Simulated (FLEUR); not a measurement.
# Spin moment and magnetic energy of fcc Ni between relative volumes 0.88 and 1.12, all-electron PBE

A model of nickel under pressure, or in a lattice stretched by its surroundings, can either carry one fixed moment or let the moment follow the volume. The choice matters for magnetic layers and sensors, whose signal scales with the magnetisation.

Problem: from all-electron PBE calculations on the uniformly scaled fcc cell, find how the spin moment and the magnetic energy change with volume, and estimate the sphere moment at relative volume 1.06. Volumes are relative to the measured cell. The magnetic energy is that of the ferromagnetic state less that of the non-spin-polarised state at the same volume, so a negative value favours magnetism. It is not the energy of disordering the moments, and it gives no Curie temperature.

## Systems and settings

Ni (fcc): the measured cell (COD); 1 atom in the primitive cell, fractional positions held. First order: parallel (+). FLEUR MaX-R8.1, all-electron FLAPW in bulk geometry, scalar-relativistic valence, PBE, basis cutoff 3.73 1/bohr, density cutoff 11.2 1/bohr, Fermi-Dirac smearing of 0.05 eV, muffin-tin radii Ni 2.20 bohr. Local moments are those inside the muffin-tin spheres. Collinear spins without spin-orbit coupling, 14x14x14 k-points for the first order in every row. Left out of the table: volume 1, antiferro q=(0,1/2,1/2) +-, volume 1.03, antiferro q=(0,1/2,1/2) +-, volume 0.94, antiferro q=(0,1/2,1/2) +-, volume 0.91, antiferro q=(0,1/2,1/2) +- and 1 more (the order lost its pattern); volume 0.97, antiferro q=(0,1/2,1/2) +- (did not converge or finish); volume 1.06, antiferro q=(0,1/2,1/2) +-, volume 1.09, antiferro q=(0,1/2,1/2) +-, volume 1.12, antiferro q=(0,1/2,1/2) +- (not used here). The same in all rows: Kohn-Sham band gap of the first order on its k-point mesh; set to zero under 0.1 eV or twice the smearing width (level spacings that a finite mesh gives in a metal), blank from there to 0.3 eV, where the mesh cannot tell: 0.00 eV.

Notes on method and selection:

- Each run ends in the state reached from its typed start, which may not be the lowest.
- The spheres keep their radius, so sphere moments at unlike sizes cover unlike shares of space.
- Runs that did not converge, have known faults or may not be shown are not listed, and runs on Ansatz's PAW sets soft_1 and soft_2 are kept to separate tables.

Columns:

- relative volume: volume of the cell over its starting value, all lengths scaled alike.
- largest local moment (μB): largest spin moment inside a sphere, first order.
- net moment (μB/cell): net spin moment of the whole primitive cell, first order.
- magnetic energy (meV/cell): free energy of the first order less the run without spin polarisation, per primitive cell.
- energy of strained cell (meV/cell): free energy of the strained cell in the first order above its lowest row, per primitive cell; its curvature gives the bulk modulus (equation of state).

## Computed values

```
member                relative volume  largest local moment (μB)  net moment (μB/cell)  magnetic energy (meV/cell)  energy of strained cell (meV/cell)
relative volume 0.88  0.88             0.572                      0.546                 −41.4                       123.8
relative volume 0.91  0.91             0.583                      0.555                 −43.5                       64.4
relative volume 0.94  0.94             0.598                      0.566                 −45.4                       24.6
relative volume 0.97  0.97             0.616                      0.582                 −47.3                       5.4
relative volume 1     1.00             0.639                      0.603                 −49.4                       0.0
relative volume 1.03  1.03             0.672                      0.632                 −51.6                       6.9
relative volume 1.06  1.06             ?                          ?                     ?                           ?
relative volume 1.09  1.09             0.729                      0.684                 −57.0                       50.1
relative volume 1.12  1.12             0.745                      0.698                 −59.6                       82.6
```

Cells marked ? are withheld until the estimate has been made.

## What drives the series

Solution. Both quantities grow in size with volume in every row shown. From 0.88 to 1.12 the net moment rises from 0.546 to 0.698 μB per cell, a factor of 0.698 / 0.546 = 1.28, and the magnetic energy goes from −41.4 to −59.6 meV per cell, a factor of 1.44. A fixed moment taken from the measured cell would therefore be about 10 % too large at 0.88 and 14 % too small at 1.12.

Two mechanisms act in this direction. Expansion weakens the overlap of neighbouring d orbitals and narrows the d band, so that splitting the spins costs less band energy. It also lowers the kinetic energy of the sp electrons, which lets charge move from d to sp states. In nickel the majority d band is nearly full, so the moment follows the number of d holes, and this transfer raises it.

Narrowing alone does not fit the energies. In the simplest Stoner picture E = (m²/4)(1/N − I), with m the moment, N the density of states per spin, averaged over the splitting, and I the exchange parameter. A larger N should then make |E|/m² grow, yet it falls from 41.4 / 0.546² = 139 to 59.6 / 0.698² = 122 meV/μB². A change in band filling is a possible reason.

The sphere moment exceeds the net moment in every row shown because the region between the spheres carries a small opposite spin polarisation. It does not rise evenly. Its slope per unit relative volume is 0.011 / 0.03 = 0.37 μB from 0.88 to 0.91, 0.033 / 0.03 = 1.10 μB from 1.00 to 1.03, and 0.53 μB from 1.09 to 1.12. The net moment bends in the same way, so the fixed sphere radius is not the main cause; band structure near the Fermi level or the finite k-point mesh may be.

Magnetism also pushes the cell outwards. Expansion from 1.00 to 1.03 costs 6.9 meV with magnetism and 6.9 + 51.6 − 49.4 = 9.1 meV without it.

## Blind estimate

Plain estimates from the members shown:

- relative volume 1.06, straight-line interpolation between relative volume 1.03 and relative volume 1.09: w = (1.06 − 1.03) / (1.09 − 1.03) = 0.500, so 0.672 + 0.500 × (0.729 − 0.672) = 0.701 μB

The straight line between 1.03 and 1.09 gives 0.701 μB. It ignores the bend: the slope is steeper just below this interval than just above it, so the curve should lie slightly above the chord at its middle.

A cubic through the two nearest rows on each side takes this into account. For four points placed evenly about the missing one, the inner pair has weight 4/6 each and the outer pair −1/6 each:

[4 × (0.672 + 0.729) − (0.639 + 0.745)] / 6 = 0.703 μB.

The same formula can be tried on two shown rows. At 0.97 it gives [4 × (0.598 + 0.639) − (0.583 + 0.672)] / 6 = 0.6155 against 0.616, and at 0.94 it gives [4 × (0.583 + 0.616) − (0.572 + 0.639)] / 6 = 0.5975 against 0.598. Both lie where the curve is smooth. A harder test is 1.03, where the slope is near its largest. A cubic through 0.97, 1.00, 1.09 and 1.12 gives

−0.3 × 0.616 + 1.0 × 0.639 + 0.5 × 0.729 − 0.2 × 0.745 = 0.670 μB

against 0.672, a miss of 0.002 μB. Since 1.06 lies in the same bending region, that miss is taken as the standard deviation. No further shift is applied, because structure, sphere radius and k-point mesh are the same in all rows.

**Committed estimate, relative volume 1.06: largest local moment = 0.703 ± 0.002 μB.**

## Outcome

```
member                relative volume  largest local moment (μB)  net moment (μB/cell)  magnetic energy (meV/cell)  energy of strained cell (meV/cell)
relative volume 1.06  1.06             0.705                      0.662                 −54.3                       24.7
```

```
member                estimate       largest local moment (μB)  computed  estimate − computed  miss in error bars
relative volume 1.06  committed      0.703                      0.705     −0.002               1.0
relative volume 1.06  interpolation  0.701                      0.705     −0.004
```

The estimate of 0.703 μB lies 0.002 μB below the computed 0.705 μB, at the edge of its error bar. The straight line missed by more, 0.004 μB.

The argument from the bend had the right sign but gave too small a size: the computed moment lies further above the chord than the cubic does. The slope stays at (0.705 − 0.672) / 0.03 = 1.10 μB per unit relative volume up to 1.06 and then drops to 0.024 / 0.03 = 0.80 μB, a sharper turn than the four neighbours suggested.

The net moment also lies 0.662 − (0.632 + 0.684) / 2 = 0.004 μB above its chord, so the turn does not come from the fixed sphere. The magnetic energy of −54.3 meV, by contrast, falls on its own chord. The two findings do not conflict: near its minimum the energy changes only to second order in the moment, so a small shift of the moment by itself costs almost nothing. Whether band structure or the k-point mesh causes the turn remains open.

This also weakens my argument that narrowing alone does not fit the energies, for which I compared only the two end rows. Taken row by row, |E|/m² first rises from 0.88 to 0.94, as narrowing would have it. It then falls up to 1.09 and is nearly level from there to 1.12. Most of the fall lies between 1.00 and 1.06, where the moment climbs most steeply, and the k-point mesh may have a part in it. The series neither rules out narrowing as the main cause nor shows that band filling changes the energies.

The magnetic energies are, moreover, free energies at a smearing of 0.05 eV. Smearing favours the state with more levels at the Fermi level, which in nickel is the one without spin polarisation, so the magnetic energy should be larger in size without smearing. How much larger, and whether equally so at all volumes, the tables do not tell.

## Where the trend breaks

No row stands apart in the moment. A least-squares line through all nine sphere moments has a slope of 0.78 μB per unit relative volume. The largest departures from it are +0.014 μB at 0.88 and −0.012 μB at 0.97 and 1.00. Neighbouring rows depart in the same direction, which marks a curved trend, gentle at both ends and steep between 1.00 and 1.06, and not a faulty run.

A small irregularity does appear in the energy of the strained cell. Its second differences are 123.8 − 2 × 64.4 + 24.6 = 19.6 meV at 0.91, 64.4 − 2 × 24.6 + 5.4 = 20.6 meV at 0.94, 24.6 − 2 × 5.4 + 0.0 = 13.8 meV at 0.97 and 5.4 − 2 × 0.0 + 6.9 = 12.3 meV at 1.00, where a steady fall would be expected. Raising the energy at 0.94 by about 1 meV would restore it. The likeliest reason is numerical: at a fixed cutoff the number of basis functions changes in steps as the cell grows. The magnetic energy shows no such kink, as would be expected if the error is shared by the runs with and without spin polarisation and cancels in their difference.

## Conclusions

Between relative volumes 0.88 and 1.12 the moment and the size of the magnetic energy both grow with volume. The energies hold for the smearing used and are probably too small in size for the ground state. The series does not settle how much of the growth comes from band narrowing and how much from band filling. The sphere moment of a row with two neighbours on each side can be estimated from these four to within about 0.003 μB.

For the opening decision, moment and magnetisation must be kept apart. A fixed moment is 0.603 / 0.546 = 1.10 times the computed one at 0.88, thus 10 % too large. The moment divided by relative volume, which is proportional to the magnetisation, stays between 0.582 / 0.97 = 0.600 μB and 0.684 / 1.09 = 0.628 μB. A device model that needs only the magnetisation can, as a first approximation, hold it at its value for the measured cell, which departs from the computed rows by at most about 4 %. This is the spread on a single k-point mesh and not a bound on the error: the largest departure, at 1.09, comes just after the steep stretch that the mesh may have shaped. Where a few per cent matter, the rows from 1.00 to 1.12 should first be repeated on a denser mesh.

Two omitted effects also change the magnetisation. Spin-orbit coupling would add a small orbital moment parallel to the spin moment, and thermal disorder lowers the magnetisation and removes it at the Curie point.

[Logs are printed without paths, hosts, clocks, repeated set-up lines and the standing remarks that a program may print on its own settings, such as how far it seeks lower states.]
